\section*{Divergent on-top pair density from a local adiabatic kernel}

Correlation energies from the adiabatic-connection fluctuation-dissipation (ACFD) formula are computed in plane-wave codes with a kinetic-energy cutoff $E_{\rm cut}$ on the density response function. In the random phase approximation (RPA) the energy lost to this cutoff falls as $E_{\rm cut}^{-3/2}$. Adding an exchange-correlation kernel that does not depend on the wave vector, such as that of the adiabatic local density approximation (ALDA), changes the law to $E_{\rm cut}^{-1/2}$, and it makes the probability density of finding two electrons at distance $r$ diverge as $1/r$. Both effects come from one term in the static structure factor, which is derived here for the uniform electron gas. The divergence was pointed out by Furche and Van Voorhis (2005).

\subsection*{Units, conventions and premises}

Hartree atomic units are used ($\hbar=m_e=e^2/4\pi\varepsilon_0=1$): energies in hartree (27.211~eV), lengths in bohr (0.5292~\AA). The gas has $N$ electrons in volume $V$ on a neutralizing background, is spin-unpolarized, nonrelativistic and at zero temperature. Its density is $n=N/V=3/(4\pi r_s^3)=k_F^3/(3\pi^2)$. The Coulomb interaction is $v(q)=4\pi/q^2$, and $\epsilon_q=q^2/2$. A cutoff keeps wave vectors $q<q_c$, with $E_{\rm cut}=q_c^2/2$. The premises are:
\begin{enumerate}
\item All Coulomb terms are scaled by a coupling constant $\lambda\in[0,1]$, and the uniform ground state evolves smoothly with $\lambda$.
\item The response function at coupling $\lambda$ obeys the Dyson equation of time-dependent density functional theory,
\begin{equation}\label{dyson}
\chi_\lambda(q,i\omega)=\frac{\chi_0}{1-K_\lambda\chi_0},\qquad K_\lambda=\lambda v(q)+f_\lambda ,
\end{equation}
where $\chi_0(q,i\omega)$ is the response of the free gas. RPA sets $f_\lambda=0$.
\item The kernel $f_\lambda$ depends on neither $q$ nor $\omega$. In real space it is a contact term $f_\lambda\,\delta(\mathbf r-\mathbf r')$. ALDA takes $f_\lambda=d^2(n\varepsilon_{xc}^\lambda)/dn^2$, with $\varepsilon_{xc}^\lambda$ the exchange-correlation energy per electron.
\item $1-K_\lambda\chi_0>0$ for all $q$, $\omega$ and $\lambda$, so that the model has no instability.
\end{enumerate}

\subsection*{Step 1: from response to structure factor, pair density and energy}

Let $\hat\rho_{\mathbf q}=\sum_j e^{-i\mathbf q\cdot\mathbf r_j}$. The structure factor is $S(q)=\langle\hat\rho_{\mathbf q}\hat\rho_{-\mathbf q}\rangle/N$ for $q\neq0$. Linear response theory gives, with excited states $m$ of excitation energy $\omega_m>0$,
\begin{equation}\label{spec}
\chi(q,i\omega)=-\frac1V\sum_m|\langle m|\hat\rho_{-\mathbf q}|0\rangle|^2\,h(\omega_m),\qquad h(\Delta)=\frac{2\Delta}{\Delta^2+\omega^2}.
\end{equation}
Since $\int_0^\infty h\,d\omega=\pi$ for every $\Delta>0$, and the squared matrix elements sum to $NS(q)$ by completeness,
\begin{equation}\label{fdt}
S_\lambda(q)=-\frac{1}{\pi n}\int_0^\infty d\omega\,\chi_\lambda(q,i\omega).
\end{equation}
This is the fluctuation-dissipation theorem. For an approximate $\chi_\lambda$ it defines the approximate $S_\lambda$.

The pair density is $n^2g(r)$, where $ng(r)$ is the density at distance $r$ from a given electron. In the double sum $\hat\rho_{\mathbf q}\hat\rho_{-\mathbf q}$ the $N$ terms with equal indices give 1 and the others give the transform of $ng$, so
\begin{equation}\label{gr}
g_\lambda(r)=1+\frac1n\int\frac{d^3q}{(2\pi)^3}\,e^{i\mathbf q\cdot\mathbf r}\,[S_\lambda(q)-1].
\end{equation}
The value at $r=0$ is the on-top pair density.

The Coulomb energy per electron, background included, is $w_\lambda=\frac n2\int d^3r\,[g_\lambda-1]/r=\frac12\int\frac{d^3q}{(2\pi)^3}v(q)[S_\lambda-1]$. The Hellmann-Feynman theorem makes $w_\lambda$ the $\lambda$ derivative of the ground-state energy per electron. The correlation energy is the energy at $\lambda=1$ minus the free kinetic energy and the exchange energy $w_0$, hence $\varepsilon_c=\int_0^1d\lambda\,(w_\lambda-w_0)$. The factor $4\pi q^2dq/(2\pi)^3$ times $v/2$ equals $dq/\pi$:
\begin{equation}\label{acfd}
\varepsilon_c=\frac1\pi\int_0^\infty dq\int_0^1d\lambda\;\delta S_\lambda(q),\qquad \delta S_\lambda=S_\lambda-S_0 .
\end{equation}
Every shell $dq$ carries the same weight, so the cutoff dependence is set directly by the decay of $\delta S_\lambda$.

\subsection*{Step 2: the free response at large wave vector}

For $q>2k_F$ every electron $\mathbf k$ of the Fermi sphere is carried by $\mathbf q$ to an empty state, with unit matrix element and excitation energy $\Delta_{\mathbf k}=\epsilon_q+\mathbf q\cdot\mathbf k>0$. Equation \eqref{spec} becomes
\begin{equation}\label{chi0}
\chi_0(q,i\omega)=-n\,\langle h(\Delta_{\mathbf k})\rangle ,
\end{equation}
with $\langle\cdot\rangle$ the average over the Fermi sphere. Equation \eqref{fdt} then gives $S_0=1$ exactly for $q>2k_F$: the free gas has no tail, and any tail belongs to $\delta S_\lambda$. Also $|\chi_0|\le 2n/(\epsilon_q-qk_F)$, so $K_\lambda\chi_0$ is of order $q^{-2}$ uniformly in $\omega$, and \eqref{dyson} may be expanded as a geometric series:
\begin{equation}\label{series}
\delta S_\lambda=-\frac{1}{\pi n}\left[K_\lambda J_2+K_\lambda^2J_3+K_\lambda^3J_4+\dots\right],\qquad J_m=\int_0^\infty d\omega\,\chi_0^m .
\end{equation}
Premise 3 is what allows $K_\lambda$ to stand outside the frequency integrals.

For $J_2$, partial fractions give $\int_0^\infty h(a)h(b)\,d\omega=2\pi/(a+b)$. With $\Delta_{\mathbf k}+\Delta_{\mathbf k'}=q^2+qP$, where $P=k_z+k_z'$ and $z$ lies along $\mathbf q$,
\begin{equation}
J_2=2\pi n^2\Big\langle\frac{1}{q^2+qP}\Big\rangle=\frac{2\pi n^2}{q^2}\left[1+\frac{\langle P^2\rangle}{q^2}+\frac{\langle P^4\rangle}{q^4}+\dots\right].
\end{equation}
The series converges because $|P|\le2k_F<q$, and odd powers average to zero. In the Fermi sphere $\langle k_z^2\rangle=k_F^2/5$ and $\langle k_z^4\rangle=3k_F^4/35$, so $\langle P^2\rangle=2k_F^2/5$ and $\langle P^4\rangle=2\langle k_z^4\rangle+6\langle k_z^2\rangle^2=72k_F^4/175$.

For $J_3$ and $J_4$, expand \eqref{chi0} about $\epsilon_q$:
\begin{equation}\label{taylor}
\chi_0=-n\left[h(\epsilon_q)+\tfrac12q^2\langle k_z^2\rangle h''(\epsilon_q)+\dots\right],\qquad
h=\frac{2}{\epsilon_q}\frac{1}{1+u^2},\quad h''=\frac{4}{\epsilon_q^3}\frac{1-3u^2}{(1+u^2)^3},
\end{equation}
with $u=\omega/\epsilon_q$. The integrals $\int_0^\infty du\,(1+u^2)^{-m}$ are $3\pi/16$, $5\pi/32$ and $35\pi/256$ for $m=3,4,5$. They give $\int h^3d\omega=3\pi/(2\epsilon_q^2)$, $\int h^2h''d\omega=5\pi/(4\epsilon_q^4)$ and $\int h^4d\omega=5\pi/(2\epsilon_q^3)$, and therefore
\begin{equation}
J_3=-\frac{6\pi n^3}{q^4}\left[1+\frac{k_F^2}{q^2}+\dots\right],\qquad J_4=\frac{20\pi n^4}{q^6}+\dots
\end{equation}

\subsection*{Step 3: the tail of the structure factor}

Insert these in \eqref{series}, put $K_\lambda=f_\lambda+4\pi\lambda/q^2$, write $y_\lambda=nf_\lambda$ (an energy), and collect powers of $q$:
\begin{equation}\label{tail}
\delta S_\lambda(q)=\frac{C_2}{q^2}+\frac{C_4}{q^4}+\frac{C_6}{q^6}+\dots
\end{equation}
\begin{align}
C_2&=-2y_\lambda,\nonumber\\
C_4&=-8\pi n\lambda-\tfrac45k_F^2y_\lambda+6y_\lambda^2,\label{coef}\\
C_6&=-\tfrac{16\pi}{5}n\lambda k_F^2-\tfrac{144}{175}k_F^4y_\lambda+48\pi n\lambda y_\lambda+6k_F^2y_\lambda^2-20y_\lambda^3 .\nonumber
\end{align}
The leading term has the form of second-order perturbation theory: $\delta S\simeq-2nK_\lambda/q^2$ is the interaction matrix element divided by the energy $q^2$ needed to give two electrons the momenta $\pm\mathbf q$. The Coulomb matrix element supplies another $q^{-2}$, and RPA has $\delta S\to-8\pi n\lambda/q^4$. A contact interaction supplies no such factor, and the tail decays only as $q^{-2}$. For a negative kernel, an attraction, the tail is positive.

\subsection*{Step 4: the pair density at short distance}

The integrand of \eqref{gr} is not absolutely integrable with a $q^{-2}$ tail. Subtract $C_2/(q^2+\kappa^2)$ with any fixed $\kappa>0$. The remainder is bounded and falls as $q^{-4}$, so its transform is finite and continuous at $r=0$. The subtracted piece is the transform of $C_2e^{-\kappa r}/(4\pi r)$. Dividing by $n$,
\begin{equation}\label{div}
g_\lambda(r)=-\frac{f_\lambda}{2\pi r}+O(r^0),\qquad r\to0 .
\end{equation}
The on-top pair density is infinite, and positive for $f_\lambda<0$. The singularity is integrable. Within a sphere of radius $R$ around an electron the $1/r$ term holds the charge $n\int_0^R4\pi r^2|f_\lambda|/(2\pi r)\,dr=n|f_\lambda|R^2$ and contributes $n|f_\lambda|R$ to $w_\lambda$. The correlation energy stays finite, but the region $r<R$ adds to it linearly in $R$, where a finite $g$ adds as $R^2$.

The exact behaviour is different. When two electrons of opposite spin meet, their relative motion (reduced mass $1/2$) obeys $-\nabla^2\psi+(\lambda/r)\psi=$ finite terms. With $\psi=\psi_0(1+\gamma r)$ and $\nabla^2r=2/r$, the $1/r$ terms cancel for $\gamma=\lambda/2$. Parallel spins enter $g$ only at order $r^2$, since their amplitude vanishes at contact. Thus $g_\lambda(r)=g_\lambda(0)(1+\lambda r+\dots)$, the cusp condition of Kimball (1973). The transform of $e^{-\kappa r}=1-\kappa r+\dots$ is $8\pi\kappa/(q^2+\kappa^2)^2$, so a term $r$ produces the tail $-8\pi/q^4$, and the exact gas has $\delta S_\lambda\to-8\pi n\lambda g_\lambda(0)/q^4$. RPA has this power, with $g_\lambda(0)$ replaced by 1 in the coefficient. A constant kernel has the wrong power.

The same steps with spin labels give $g_{\sigma\sigma'}\to-f_{\sigma\sigma'}/(2\pi r)$, with $f=(f_{\uparrow\uparrow}+f_{\uparrow\downarrow})/2$. Exchange acts within each spin species, so its kernel has $f_{\uparrow\downarrow}=0$ and $f_{\uparrow\uparrow}=2f_x$. The exchange part of the divergence thus sits in the parallel-spin channel, where the Pauli principle demands $g_{\uparrow\uparrow}(0)=0$.

\subsection*{Step 5: convergence of the energy with the cutoff}

Define the part of \eqref{acfd} left out by the cutoff, $\Delta\varepsilon(q_c)=\varepsilon_c-\varepsilon_c(q<q_c)$. With a bar for the average over $\lambda\in[0,1]$, term-by-term integration of \eqref{tail} gives
\begin{equation}\label{cut}
\Delta\varepsilon(q_c)=\frac{A}{q_c}+\frac{B}{q_c^3}+\frac{C}{q_c^5}+\dots,\qquad
A=-\frac{2n\bar f}{\pi},\quad B=\frac{\bar C_4}{3\pi},\quad C=\frac{\bar C_6}{5\pi}.
\end{equation}
In RPA $A=0$, $\bar C_4=-4\pi n$ and $\bar C_6=-8\pi nk_F^2/5$, so
\begin{equation}\label{rpa}
\Delta\varepsilon^{\rm RPA}(q_c)=-\frac{4n}{3q_c^3}\left[1+\frac{6k_F^2}{25q_c^2}+\dots\right].
\end{equation}
With $q_c=\sqrt{2E_{\rm cut}}$ the constant kernel converges as $E_{\rm cut}^{-1/2}$ and RPA as $E_{\rm cut}^{-3/2}$. The signs differ too: the truncated RPA energy lies above its limit, while at large cutoff the truncated energy with a negative kernel lies below it.

\subsection*{Step 6: the ALDA kernel along the adiabatic connection}

Rescale lengths as $\mathbf r=\mathbf r'/\lambda$. Kinetic and scaled Coulomb terms both acquire the factor $\lambda^2$, and the density in the new unit is $n'=n/\lambda^3$, that is $r_s'=\lambda r_s$. Hence $\varepsilon_{xc}^\lambda(r_s)=\lambda^2\varepsilon_{xc}(\lambda r_s)$. Then $n\varepsilon_{xc}^\lambda=\lambda^5n'\varepsilon_{xc}(n')$ and $d^2/dn^2=\lambda^{-6}d^2/dn'^2$, so that $f_\lambda(r_s)=\lambda^{-1}f(\lambda r_s)$.

Exchange has $\varepsilon_x=-3k_F/(4\pi)\propto n^{1/3}$. Two derivatives of $n^{4/3}$ give $nf_x=\frac49\varepsilon_x$, or
\begin{equation}
f_x=-\frac{\pi}{k_F^2},\qquad nf_x=-\frac{k_F}{3\pi},\qquad f_x^\lambda=\lambda f_x .
\end{equation}
To keep the two correlation energies apart, call $e_c(r_s)$ the parametrized one that builds the kernel. With $d/dn=-(r_s/3n)\,d/dr_s$ and primes for $r_s$ derivatives,
\begin{equation}
nf_c=\frac{r_s}{9}\left(r_se_c''-2e_c'\right).
\end{equation}
Scaling gives $nf_c^\lambda=\lambda^2(x/9)[xe_c''(x)-2e_c'(x)]$ at $x=\lambda r_s$. Changing the variable from $\lambda$ to $x$ and integrating $x^4e_c''$ by parts,
\begin{equation}\label{fcbar}
n\bar f_c=\frac{1}{9r_s^3}\left[r_s^4e_c'(r_s)-6\int_0^{r_s}x^3e_c'(x)\,dx\right].
\end{equation}
The boundary term at $x=0$ vanishes because $e_c'$ grows only as $1/x$. For exchange alone $\bar f=f_x/2$, and $A=k_F/(3\pi^2)=4|\varepsilon_x|/(9\pi)$.

\subsection*{Range of validity}

\emph{Wave vector and distance.} Equation \eqref{chi0} needs $q>2k_F$. The expansion parameters of \eqref{tail} are $(k_F/q)^2$, $|y_\lambda|/q^2$ and, for the ratio of the Coulomb to the contact term, $4\pi\lambda/(|f_\lambda|q^2)$. With exchange alone $K_\lambda$ changes sign exactly at $q=2k_F$, and the last parameter is $(2k_F/q)^2$. The pure $1/q_c$ law therefore needs $q_c$ well above $2k_F$, and \eqref{div} dominates only for $r\ll1/(2k_F)$.

\emph{Stability.} The free response obeys $|\chi_0|\le k_F/\pi^2$, its static long-wavelength value, so $|f_\lambda|k_F/\pi^2<1$ is sufficient for premise 4.

\emph{Other kernels.} For a static kernel with $f\propto q^{-s}$ and $0\le s<2$ the leading term gives $\delta S\propto q^{-2-s}$ and $\Delta\varepsilon\propto q_c^{-1-s}$. By \eqref{gr} $g(0)$ is finite for $s>1$, diverges logarithmically for $s=1$ and as $r^{s-1}$ for $s<1$. A kernel growing as $q^2$, as gradient terms produce, keeps $K\chi_0$ of order one, so $\delta S$ tends to a constant and \eqref{acfd} diverges. The renormalized ALDA of Olsen and Thygesen (2012) sets the whole $K_\lambda$ of the exchange-only model to zero beyond $2k_F$, which removes the tail of the gas altogether.

\emph{Frequency dependence.} The adiabatic premise is as essential as the local one. If $f$ depends on $u=\omega/\epsilon_q$ at large $q$, the $q^{-2}$ tail is set by the average of $f(u)$ with the weight $\chi_0^2\propto(1+u^2)^{-2}$. An asymptotic argument shows how a kernel can have a constant static limit and still give no such tail. Assume that at large $q$ the struck electron leaves as a free particle, so that \eqref{chi0} holds with the interacting momentum distribution. This raises $\langle k_z^2\rangle$ by $2t_c/3$, with $t_c$ the correlation part of the kinetic energy per electron, and by \eqref{taylor} changes the response by $\delta\chi=-\frac13nq^2t_ch''$. The equivalent kernel is
\begin{equation}
f(u)=\frac{\delta\chi}{\chi_0^2}=-\frac{2t_c}{3n}\,\frac{1-3u^2}{1+u^2},\qquad\int_0^\infty du\,\frac{1-3u^2}{(1+u^2)^3}=0 .
\end{equation}
It is a negative constant at $\omega=0$, changes sign at $u^2=1/3$, and its weighted average vanishes. Freezing it at its static value would restore the divergence.

\emph{Crystals.} When $1/q_c$ is short against the length over which the density varies, the argument applies locally. The coefficient in \eqref{div} becomes $f(n(\mathbf R))$ at the point of coalescence, and the missing total energy is $-2\int d^3R\,n^2\bar f/(\pi q_c)$. For the exchange kernel this is $4|E_x^{\rm LDA}|/(9\pi q_c)$, with $E_x^{\rm LDA}$ the local-density exchange energy of the electrons in the response function. It cancels between two structures only as far as this integral is the same in both. The condition on $q_c$ fails near nuclei.

\subsection*{Numerical illustration at $r_s=2$}

The mean valence density of silicon, 32 electrons in a cube with a typical edge of 5.43~\AA, corresponds to $r_s=2.0$, which makes this density a natural test. The numbers below are nevertheless those of the model gas and not of silicon. At $r_s=2$, $n=0.02984$~bohr$^{-3}$ and $k_F=0.9596$~bohr$^{-1}$, and $q=2k_F$ corresponds to a cutoff of 50~eV.

As input for the correlation kernel take the approximate form of Chachiyo (2016),
\begin{equation}
e_c=a\ln\!\left(1+\frac{b}{r_s}+\frac{b}{r_s^2}\right),\qquad a=\frac{\ln2-1}{2\pi^2}=-0.015545,\quad b=20.4562557 .
\end{equation}
At $r_s=2$ it gives $e_c'=0.009729$ and $e_c''=-0.006072$, hence $f_c=-0.235$. With $f_x=-3.412$ the kernel at full coupling is $f=-3.647$ hartree~bohr$^3$, and $nf=-0.1088$ hartree. In this model $|f_\lambda|$ grows with $\lambda$, and $|f|k_F/\pi^2=0.355$ at $\lambda=1$, so premise 4 holds.

Equation \eqref{div} becomes $g(r)\to0.580~{\rm bohr}/r$. At $r=0.1$~bohr this term is 5.8, where the free gas has $g(0)=1/2$. The charge it places within that radius is only 0.0011 electron.

For the energy, $n\bar f_x=-0.05091$. In \eqref{fcbar} the integral is 0.05609, so $n\bar f_c=-0.00251$ and $n\bar f=-0.05342$ hartree. This gives $A=0.03401$ hartree/bohr, or 0.925~eV/bohr. The three terms of $\bar C_4$ are $-0.375$, $+0.039$ and $+0.023$, the last by quadrature over $\lambda$; their sum is $-0.313$, and $B=-0.0332$ against $-4n/3=-0.0398$ in RPA. In the same way $C=-0.015$. The missing energies per electron follow from \eqref{cut} and from both terms of \eqref{rpa}:
\begin{center}
\begin{tabular}{cccccc}
\hline
$E_{\rm cut}$ & $q_c$ & $A/q_c$ & $B/q_c^3$ & ALDA, sum & RPA\\
(eV) & (bohr$^{-1}$) & (meV) & (meV) & (meV) & (meV)\\
\hline
200 & 3.834 & 241 & $-16.0$ & 225 & $-19.5$\\
400 & 5.422 & 171 & $-5.7$ & 165 & $-6.8$\\
800 & 7.668 & 121 & $-2.0$ & 119 & $-2.4$\\
\hline
\end{tabular}
\end{center}
The omitted term $C/q_c^5$ is $-0.5$~meV at 200~eV and smaller above, so the sums hold to about 1~meV. For a sense of scale, the input form itself gives $e_c=-1.18$~eV, and the ALDA truncation error at 400~eV is 14 per cent of that magnitude. To bring the leading term down to 10~meV per electron takes a cutoff of $3.1\times10^2$~eV in RPA and $1.2\times10^5$~eV with ALDA.

The usual RPA extrapolation does not repair this. A two-point fit of the form $\varepsilon_\infty+\beta/q_c^3$ at $q_1$ and $q_2$ returns $(q_2^3\varepsilon_2-q_1^3\varepsilon_1)/(q_2^3-q_1^3)$. With $\varepsilon_i=\varepsilon_c-A/q_i-B/q_i^3$ the $B$ term cancels, and the fit falls short of the limit by
\begin{equation}
A\,\frac{q_2^2-q_1^2}{q_2^3-q_1^3}=\frac{A}{q_1}\,\frac{1}{2\sqrt2-1}\qquad(q_2^2=2q_1^2).
\end{equation}
For 400 and 800~eV the extrapolated value of the model lies 93~meV per electron below its converged ALDA value. A fit to ALDA data needs both $E_{\rm cut}^{-1/2}$ and $E_{\rm cut}^{-3/2}$, and in the gas the first coefficient is known in advance from $A=-2n\bar f/\pi$.